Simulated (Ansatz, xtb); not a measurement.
## B4FH6N3: which of two isomers lies lower

Structure X is `BB1NBNB(F)N1`, a singlet and structure Y is `BN1BNBNB1F`, a singlet. Both are isolated molecules in the gas phase, relaxed with B3LYP/def2-SVP; the shapes shown needn't be the lowest conformers.

X (Å):

| atom | x (Å) | y (Å) | z (Å) |
| --- | --- | --- | --- |
| B | 1.1147 | -3.5728 | -0.2145 |
| B | 1.1515 | -1.9157 | 0.1755 |
| B | 1.7928 | 0.4666 | -0.4119 |
| B | 0.6252 | -0.0112 | 1.7334 |
| F | 0.0931 | 0.4198 | 2.8919 |
| N | 1.7415 | -0.9337 | -0.7019 |
| N | 1.2237 | 0.9076 | 0.8217 |
| N | 0.5973 | -1.3984 | 1.4006 |
| H | 2.0068 | -4.3323 | 0.0934 |
| H | 0.1960 | -4.0769 | -0.8222 |
| H | 2.1482 | -1.2381 | -1.5787 |
| H | 2.2991 | 1.2459 | -1.1827 |
| H | 1.2425 | 1.8928 | 1.0599 |
| H | 0.1644 | -2.0272 | 2.0684 |

Y (Å):

```
atom    x (Å)    y (Å)    z (Å)
   B  -0.8375  -1.4604   1.3528
   B  -0.5221   0.5064  -0.1676
   B   1.6818   1.7128  -0.2346
   B   1.3715  -0.2508   1.2835
   F   1.9013  -1.0694   2.1990
   N  -0.0030  -0.4186   0.8343
   N   0.3277   1.5331  -0.6655
   N   2.1717   0.7978   0.7458
   H  -1.9694  -1.5606   0.9510
   H  -0.4072  -2.2226   2.1793
   H  -1.6534   0.3999  -0.5653
   H  -0.0481   2.1682  -1.3606
   H   2.3737   2.5942  -0.6787
   H   3.1252   0.8877   1.0802
```

Quicker runs give these differences E(Y) − E(X): GFN2-xTB −36.0 kcal/mol; HF/STO-3G −39.6 kcal/mol (at GFN2-xTB geometries); r2SCAN-D4/def2-SVP −30.7 kcal/mol (at GFN2-xTB geometries).

Estimate E(Y) − E(X) at the level CCSD(T)/def2-SVP + ΔMP2/def2-TZVPP.

Calculated at CCSD(T)/def2-SVP + ΔMP2/def2-TZVPP: E(Y) − E(X) = −30.4 kcal/mol, so structure Y lies lower.

The same difference at several levels:

| level | geometry | E(Y) − E(X) (kcal/mol) | departure from the last row (kcal/mol) | job, with rough time for the two |
| --- | --- | --- | --- | --- |
| GFN2-xTB | GFN2-xTB | −36.0 | −5.6 | optimisation, 0.53 s |
| HF/STO-3G | GFN2-xTB | −39.6 | −9.2 | single point, 0.62 s |
| r2SCAN-D4/def2-SVP | GFN2-xTB | −30.7 | −0.4 | single point, 4.4 s |
| B3LYP/def2-SVP | B3LYP/def2-SVP | −31.2 | −0.9 | optimisation, 33 s |
| HF/def2-SVP | B3LYP/def2-SVP | −32.0 | −1.7 | part of the CCSD(T) run |
| MP2/def2-SVP | B3LYP/def2-SVP | −33.4 | −3.0 | part of the CCSD(T) run |
| CCSD(T)/def2-SVP | B3LYP/def2-SVP | −31.9 | −1.5 | single point |
| CCSD(T)/def2-SVP + ΔMP2/def2-TZVPP | B3LYP/def2-SVP | −30.4 |  | single point, 1.7 min |

As drawn, Y has 1 B–N, 1 B–H in place of 1 B–B, 1 N–H.

The levels shown agree on the order. The largest departure from CCSD(T)/def2-SVP + ΔMP2/def2-TZVPP is that of HF/STO-3G, 9.2 kcal/mol. The last row adds to CCSD(T) the change of the MP2 difference between the two basis sets, here +1.5 kcal/mol.

With thermal terms from frequencies at re-optimised GFN2-xTB minima (ideal gas, soft modes damped towards free rotors, one conformer each, 298.15 K, 1 atm): the zero-point term adds +0.2 kcal/mol; ΔH is −30.5 and ΔG −29.6 kcal/mol.

The correlated steps freeze 8 core orbitals. Programs: Ansatz 0.2.0, xtb 6.7.1; the last row on 2 threads of Intel(R) Xeon(R) Platinum 8488C (Sapphire Rapids) on a shared host.

Moving the boryl group from a ring boron to a ring nitrogen stabilises the molecule by 30.4 kcal/mol, chiefly because an electron-deficient B–B link gives way to a strong, polar B–N bond. In Y the BH2 group lies in the ring plane, so its empty p orbital can accept density from the nitrogen lone pair. The boryl group in X is bonded to another electron-poor boron and has no adjacent lone pair to draw on. The gain is probably tempered by the exchange of N–H for B–H and by competition among three borons for the same nitrogen lone pair.

Hartree–Fock in the def2-SVP basis already gives −32.0 kcal/mol, which suggests that the preference is set by basic bonding rather than by differential correlation. Thermal terms barely alter it, as expected for two isomers that both keep the borazine ring. The difference isn't a measure of the B–N π interaction alone, since the σ bonds and the position of fluorine relative to the boryl group change too.
